The cluster with nine electrons looks misplaced. After the 1p shell closes at N = 8, the clusters N = 10 to 13 have 1d as highest level, yet N = 9 puts its extra electron into 2s. Levels carry a radial index, the angular-momentum letter and the spin; closed shells are labelled "up", both spins being degenerate there. The oddity shows in the second energy difference D₂(N) = E(N+1) + E(N−1) − 2E(N), the change in the cost of adding one electron with its unit of background. In these spin-polarised LDA results it is −0.24 eV at N = 9, against −0.69 and −0.52 eV in the next two rows.

Spherical jellium clusters (uniform background of charge N and radius rs N^(1/3), rs = 2.02 bohr), computed with radks and Libxc in spin-polarised Kohn-Sham LDA (PW92) with m-averaged shells. Levels are numbered by radial order and filled greedily, so a lower state can be missed. Ionisation is vertical; the second difference is E(N+1)+E(N−1)−2E(N) of neutral clusters.

| electrons | energy per electron (eV) | unpaired electrons | highest level | ionisation energy (eV) | second energy difference (eV) |
| --- | --- | --- | --- | --- | --- |
| 1 | 0.37992 | 1 | 1s up | n/a | n/a |
| 2 | -0.55083 | 0 | 1s up | 8.62030 | 3.0416 |
| 3 | 0.15278 | 1 | 1p up | 4.83301 | -1.0514 |
| 4 | 0.24173 | 2 | 1p up | 6.20107 | -1.1218 |
| 5 | 0.070745 | 3 | 1p up | 7.09447 | 0.31137 |
| 6 | 0.0086474 | 2 | 1p down | 6.48010 | -0.95630 |
| 7 | -0.17232 | 1 | 1p down | 7.26211 | -0.75414 |
| 8 | -0.40232 | 0 | 1p up | 7.81462 | 3.5591 |
| 9 | -0.18575 | 1 | 2s up | 4.06444 | -0.23563 |
| 10 | -0.036052 | 2 | 1d up | 4.61434 | -0.69400 |
| 11 | 0.023335 | 3 | 1d up | 5.17481 | -0.52202 |
| 12 | 0.029322 | 4 | 1d up | 5.63977 | -0.48226 |
| 13 | -0.0027087 | 5 | 1d up | 6.03290 | 0.16306 |
| 14 | -0.018516 | 6 | 2s up | 5.76773 | 0.15069 |
| 15 | -0.022170 | 5 | 1d down | 5.77578 | -0.52032 |
| 16 | -0.057886 | 2 | 1d down | 6.16730 | -0.54543 |
| 17 | -0.12149 | 1 | 1d down | 6.47922 | -0.35139 |
| 18 | -0.19754 | 0 | 1d up | 6.75008 | 0.16702 |
| 19 | -0.25680 | 1 | 2s up | 6.50322 | 0.20588 |
| 20 | -0.29983 | 0 | 2s up | 6.34892 | 2.6058 |
| 21 | -0.21469 | 1 | 1f up | 3.82495 | -0.32595 |
| 22 | -0.15210 | 2 | 1f up | 4.16616 | -0.31487 |
| 23 | -0.10864 | 3 | 1f up | 4.46974 | -0.30126 |
| 24 | -0.081359 | 4 | 1f up | 4.74267 | -0.28646 |
| 25 | -0.067717 | 5 | 1f up | 4.98995 | -0.27134 |
| 26 | -0.065561 | 6 | 1f up | 5.21536 | -0.25643 |
| 27 | -0.073061 | 7 | 1f up | 5.42187 | 0.54986 |
| 28 | -0.060388 | 6 | 1f down | 4.81991 | -0.26893 |
| 29 | -0.057862 | 5 | 1f down | 5.05918 | -0.25232 |
| 30 | -0.063916 | 4 | 1f down | 5.27695 | -0.23710 |
| 31 | -0.077227 | 3 | 1f down | 5.47627 | -0.22291 |
| 32 | -0.096672 | 2 | 1f down | 5.65961 | -0.21001 |
| 33 | -0.12130 | 1 | 1f down | 5.82898 | n/a |

D₂ is negative in every row where two successive electrons enter the same spin subshell. No charging term enters, since the clusters stay neutral; e²/R, with R the background radius, is +4.67 eV at N = 24, wrong in sign and size. One contribution that is easy to estimate is the widening well. Write the kinetic energy as cS·N^(−2/3), where S, the sum of dimensionless level energies, grows linearly inside a shell. Then

D₂ ≈ c[−(4/3)S′N^(−5/3) + (10/9)S·N^(−8/3)] = (E_F/N)(−4/3 + 2/3) = −(2/3)E_F/N,

with the top level at the Fermi energy E_F and the mean at 3E_F/5. Each addition lowers the shell being filled, so the next electron costs less. This crude picture gives 0.39 to 0.92 for the ratio of calculated to predicted D₂. It overshoots most at small N, the direction in which spill-out (over a fifth of the electrons at N = 24) acts. It gives the sign and order of magnitude, but need not be the whole cause: the exchange-correlation and electrostatic energies can add curvature of either sign. Component energies are at hand only for N = 24, and a curvature needs three neighbouring clusters, so these shares remain undetermined. The baseline was therefore fitted: −A·N^(−p) on the eighteen single-subshell rows gives p = 0.74, with rms residual 0.011 eV from N = 11 upward but +0.27 eV at N = 3 and −0.16 eV at N = 6. A break is D₂ minus this baseline; the output after the text lists them all. Below N = 11 only breaks well above those misfits are safe.

The largest breaks are shell closures, where the next electron must climb a gap: 4.2 eV at N = 8 and 2.93 eV at N = 20, while N = 2, where the baseline is only extrapolated, has D₂ = 3.04 eV. The spin-averaged 1f–2s eigenvalue gap of the N = 24 run, 2.80 eV, is close to the break at 20. The closure of 1d at N = 18 yields only 0.52 eV. Two one-particle wells bracket this. In the harmonic oscillator 2s and 1d are degenerate and 20 is the closure; in the hard spherical box 1d lies below 2s and 18 appears too. Jellium of this size lies between, and is rounder when smaller. The numbers run that way: 2s is chosen at N = 9, the break at 18 is small, and at N = 24 2s lies, on spin average, 0.86 eV above 1d. The analogy covers level order only: neither well has exchange or self-consistency, and neither puts 2s first; a well softer than harmonic at its edge does.

A second family comes from Hund exchange. With m unpaired electrons and energy −Jm²/4, a steadily filling subshell adds −J/2 to D₂, and the up and down levels split by Jm. At N = 27, m runs 6, 7, 6, so exchange gives −(J/4)(36 + 36 − 98) = 6.5J, a break of 7J, or (2l+1)J for angular momentum l. The 1f levels at N = 24 (m = 4) lie at −2.914 and −2.415 eV, so J = 0.500/4 = 0.125 eV and 7J = 0.87 eV. The break at 27, a row outside the fit, is 0.81 eV; the estimate is 8 % above it, and J falling with size works in that direction. The baseline at N = 24 is a poor test of J. Widening estimated from the computed kinetic energy gives −0.273 eV, but only by placing the top level at 5/3 of the mean kinetic energy, too high for a 1f orbital in a soft well; its closeness to the tabulated −0.286 eV is accidental, and the exchange term of −0.062 eV is only one of the remaining parts. Half-filled 1p (N = 5) and 2s (N = 19) break by 1.2 and 0.54 eV. These peaks belong to the spherical model: averaging forbids deformation, which in real open-shell clusters often quenches the moment.

The third family arises where exchange and the 2s–1d gap are comparable. The 1d half-shell jump is split between N = 13 and 14 (0.61 and 0.58 eV), because N = 14, with six unpaired electrons, fills 2s up before any 1d down. At N = 16 the count falls from 5 to 2, which shows 2s emptying into 1d⁸. A detour that lowers only E(14) and E(15) requires break₁₄ + 2·break₁₅ + 3·break₁₆ = 0. The result is −0.14 eV, equal to a baseline shift of 0.024 eV per row, about twice the rms, so the account is close but not exact. Likewise, lowering E(9) alone by d gives breaks +2d and −d at N = 9 and 10, and the rows give d = 0.18 and 0.15 eV. That hints at pure 1dⁿ for N = 10 to 13, which the spin counts cannot tell from 2s¹1dⁿ⁻¹, but the break at N = 10 is no larger than the baseline misfit at N = 6. The break at N = 13 is firmer evidence for a filled 1d up subshell there: with 2s already occupied, the next electron would simply continue 1d up and no break would appear. That 2s wins at N = 9 is consistent with plain level order: the well of so small a cluster, with its large spill-out, is soft enough at the edge to put 2s slightly below 1d, and the order reverses as the background grows. Greedy filling may have missed lower states in these rows.

The vertical ionisation energy falls after each row with positive D₂ except N = 14, where it is flat (+0.008 eV), and near the 1d and 2s closures its local maximum sits at 18, not 20. This echo is not independent, since D₂ and the ionisation step share energies. Peaks and valleys nearly cancel, D₂ summing to −0.06 eV over N = 9 to 20, as the negligible curvature of a liquid-drop fit suggests; at this density, far from jellium equilibrium, the energy per electron is no cohesive energy.

At N = 24, 2p up lies only 0.65 eV above 1f up. The closure at N = 34, which is untested, should then resemble 18 more than 20 unless that gap grows quickly. A 2p detour after N = 27, like the 2s one at 14, is energetically close; the rows show none, and whether the search missed it is open.

Output of the analysis:

```
D2 rebuilt from energy per electron: max difference 0.0003 eV; D2 rounding <= 0.00005 eV
smooth -A N^-p: A=2.984 eV, p=0.739, rms 0.077, worst N=3 +0.274, rms N>=11 0.011 eV
E_F=12.28 eV; D2/(-(2/3)E_F/N) from 0.39 to 0.92; -C/N: C=6.15 eV, rms 0.259 eV
liquid drop a=-0.090, b=-0.011 eV: D2(4)=+0.0004, D2(24)=+0.0000; e^2/R(24)=+4.67 eV
 N unp top      D2    smooth  break  IE(N+1)-IE(N)  sum with D2 (eV; * = in fit)
 2  0 1s up   +3.042 -1.788 +4.829   -3.787   -0.746
 3* 1 1p up   -1.051 -1.325 +0.274   +1.368   +0.317
 4* 2 1p up   -1.122 -1.071 -0.051   +0.893   -0.228
 5  3 1p up   +0.311 -0.908 +1.220   -0.614   -0.303
 6* 2 1p down -0.956 -0.794 -0.162   +0.782   -0.174
 7* 1 1p down -0.754 -0.708 -0.046   +0.553   -0.202
 8  0 1p up   +3.559 -0.642 +4.201   -3.750   -0.191
 9  1 2s up   -0.236 -0.588 +0.353   +0.550   +0.314
10  2 1d up   -0.694 -0.544 -0.150   +0.560   -0.134
11* 3 1d up   -0.522 -0.507 -0.015   +0.465   -0.057
12* 4 1d up   -0.482 -0.476 -0.007   +0.393   -0.089
13  5 1d up   +0.163 -0.448 +0.611   -0.265   -0.102
14  6 2s up   +0.151 -0.424 +0.575   +0.008   +0.159
15  5 1d down -0.520 -0.403 -0.117   +0.392   -0.129
16  2 1d down -0.545 -0.385 -0.161   +0.312   -0.234
17* 1 1d down -0.351 -0.368 +0.016   +0.271   -0.081
18  0 1d up   +0.167 -0.353 +0.520   -0.247   -0.080
19  1 2s up   +0.206 -0.339 +0.545   -0.154   +0.052
20  0 2s up   +2.606 -0.326 +2.932   -2.524   +0.082
21* 1 1f up   -0.326 -0.315 -0.011   +0.341   +0.015
22* 2 1f up   -0.315 -0.304 -0.011   +0.304   -0.011
23* 3 1f up   -0.301 -0.294 -0.007   +0.273   -0.028
24* 4 1f up   -0.286 -0.285 -0.001   +0.247   -0.039
25* 5 1f up   -0.271 -0.277 +0.005   +0.225   -0.046
26* 6 1f up   -0.256 -0.269 +0.012   +0.207   -0.050
27  7 1f up   +0.550 -0.261 +0.811   -0.602   -0.052
28* 6 1f down -0.269 -0.254 -0.015   +0.239   -0.030
29* 5 1f down -0.252 -0.248 -0.004   +0.218   -0.035
30* 4 1f down -0.237 -0.242 +0.005   +0.199   -0.038
31* 3 1f down -0.223 -0.236 +0.013   +0.183   -0.040
32* 2 1f down -0.210 -0.230 +0.020   +0.169   -0.041
J=break/(2l+1): 1p 0.407, 1d (13+14: 1.187) 0.237, 1f 0.116 eV; J*N 2.03, 3.09, 3.13
N=24 1f splitting 0.500, J=0.125; 7J=0.874 vs break(27) 0.811 eV, ratio 1.08
N=24 spin-mean gaps: 1f-2s 2.80 vs break(20) 2.93; 2s-1d 0.86 vs break(18) 0.52 eV
N=24: T/N 5.89 (3E_F/5 7.37); widening -0.273 + exchange -0.062 = -0.335 vs D2 -0.286 eV
lowering of E(9): break(9)/2 = 0.176, -break(10) = 0.150 eV; of E(15): -break(16) = 0.161 eV
break14+2 break15+3 break16 = -0.141 eV (0 expected), equal to a baseline shift of -0.024 eV per row
sum of D2 over N=3-8 -0.013, over N=9-20 -0.059 eV
```
